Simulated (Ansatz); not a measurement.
Clean, relaxed (110) surface of Eu, space group Im-3m (No. 229) (top face towards +c):

```xyz
3
Lattice="3.7975 0.0000 0.0000 -1.2658 3.5804 0.0000 0.0000 0.0000 23.2014" Properties=species:S:1:pos:R:3 pbc="T T T"
Eu    1.2658    1.7902    8.5000
Eu    0.0000    0.0000   11.5300
Eu    1.2658    1.7902   14.5618
```

Computed with DFT PBE, scalar-relativistic, plane waves, PAW in Ansatz. Settings: cutoff 420 eV, Γ-centred mesh 8×8×1 on the computed 3-atom cell, Gaussian smearing of 0.10 eV; collinear spin with starting moments 7.7 7.7 7.7 μB. The cell repeats along c with a dipole correction in the vacuum.

Several species are adsorbed on the top face in turn, one per 13.6 Å², with spin polarisation. E_ads counts from the clean slab and the free adsorbate (spin-polarised where open-shell); negative means bound. Each value is the lowest end among the sites tried, with the slab's lower part held and a dipole correction; heights count from the highest slab atom.

Problem. Order them from strongest to weakest binding.
A. Li (atom)
B. Cl (atom)

Solution. B (-5.08 eV), A (-1.60 eV).

Problem. Where do they sit, and how do they change the surface?

Solution. 
```
adsorbate  sites tried  E_ads (eV)  closest contact with each bonded element  bonded neighbours  height (Å)  Δφ (eV)  Δp (e·Å)
Li (atom)            3       -1.60                              Li–Eu 3.48 Å                  3        2.70    +0.31    -0.023
Cl (atom)            3       -5.08                              Cl–Eu 2.82 Å                  3        1.63    +1.51    -0.112
```

Adsorbates that don't bind, break up or rebuild the slab are left out.

Each end is a local minimum or symmetric point. The state reached may not be the lowest one. Spin-orbit coupling is left out, which matters for the bands of heavy elements. Without a Hubbard U the f levels lie too near the Fermi level, so gaps, band edges and the localisation of f electrons are unreliable. Semilocal functionals without U can misjudge the magnetic state of such a slab.

For Cl (atom): the change of work function follows from the dipole (Helmholtz): Δφ = −(e/ε0)·Δp/A = −180.95 V·Å × (-0.112 e·Å) / 13.6 Å² = +1.49 eV, against +1.51 eV computed; strictly the dipole sets the difference between the two faces. The added dipole points into the slab (negative end outward), which raises the work function.

Chlorine binds far more strongly than lithium because it can fill its 3p shell with electrons from the weakly held Eu 6s/5d valence states, giving a largely ionic bond. The short Cl–Eu contact of 2.82 Å and the rise in work function of 1.51 eV fit a negatively charged adlayer. The modest dipole doesn't measure the charge transferred, since the metal screens it and neighbouring dipoles depolarise one another in so dense a layer.

Lithium has no comparable acceptor level and probably binds through delocalised metallic s–s and s–d overlap. Its work function change of +0.31 eV is opposite to the usual lowering by alkali atoms on metals, but is plausible here: europium is itself strongly electropositive and has a low work function, so there is little drive for Li to become a cation. The sign alone doesn't establish a negatively charged Li, as redistribution of the surface electron density also contributes. Because the energies refer to free atoms, they don't give the energy gained on adsorption from Cl₂ gas or bulk lithium.
